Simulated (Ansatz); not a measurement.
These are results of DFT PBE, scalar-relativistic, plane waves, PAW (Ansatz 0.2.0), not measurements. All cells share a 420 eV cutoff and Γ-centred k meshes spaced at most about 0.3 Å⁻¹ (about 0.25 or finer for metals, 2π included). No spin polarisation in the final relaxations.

Temperature and zero-point effects are left out.

Two forms of CdS5 were relaxed alike.

A. Space group F-43m (No. 216), cubic, a = 7.617 Å. Cd is surrounded by 16 S at 3.18–3.30 Å; around S on a site of symmetry -43m lie 12 S at 3.14 Å and 4 Cd at 3.30 Å; around S on a site of symmetry 3m lie 3 S at 2.46 Å, 3 S at 2.92 Å, 3 S at 3.14 Å and 3 Cd at 3.18 Å.

B. Space group P6/mmm (No. 191), hexagonal, a = 6.669 Å, c = 3.194 Å. Cd has 2 Cd at 3.19 Å; S on a site of symmetry -6m2 has 6 S at 2.50 Å; S on a site of symmetry mmm has 4 S at 2.50 Å.

Question: Which form is favoured at zero pressure, and by what margin per atom?

Answer: B is lower, by 0.32 eV/atom. A has space group F-43m (No. 216), 18.4 Å³/atom and no gap on its mesh; B has space group P6/mmm (No. 191), 20.5 Å³/atom and no gap. Counting S atoms around Cd (those within 1.25 times the shortest such distance or 1.15 times the sum of covalent radii; the shortest distance is added where it is long for a bond), A has Cd 16 from 3.2 Å and B has Cd 18 from 3.7 Å. The lower one is the more open, so pressure narrows the difference. Even the lower one lies +0.61 eV/atom against the reference forms of the elements (uncorrected), so neither is stable at this level. Both come from invented guesses. A third cell relaxed alike, in P6/mmm, lies 0.31 eV/atom below the lower of the two.

A magnetic state wasn't ruled out in cells without spin, among them F-43m. Cells relaxed within their symmetry can be saddle points.

Form B is favoured over A, but neither resembles the chemistry expected of cadmium and sulfur. Sulfur normally forms two short covalent bonds in rings or chains, whereas here even the closest S–S contacts, 2.46 Å in A and 2.50 Å in B, are well beyond a single bond. Spreading the valence electrons over many such weak contacts fits the absence of a gap; a polysulfide chain charge-balanced by Cd²⁺ would be expected to have one.

The preference for B probably comes from its sulfur network, which includes every S atom, while one S site in A has no sulfur neighbour closer than 3.14 Å. Closer Cd–S contacts in A don't make up for this, and they too are long for a bond.

The third cell shows that B isn't the best arrangement even within its own space group, though that cell also remains above the elements. Since CdS is a strongly bound compound, decomposition into CdS and sulfur should be more favourable still than decomposition into the elements.
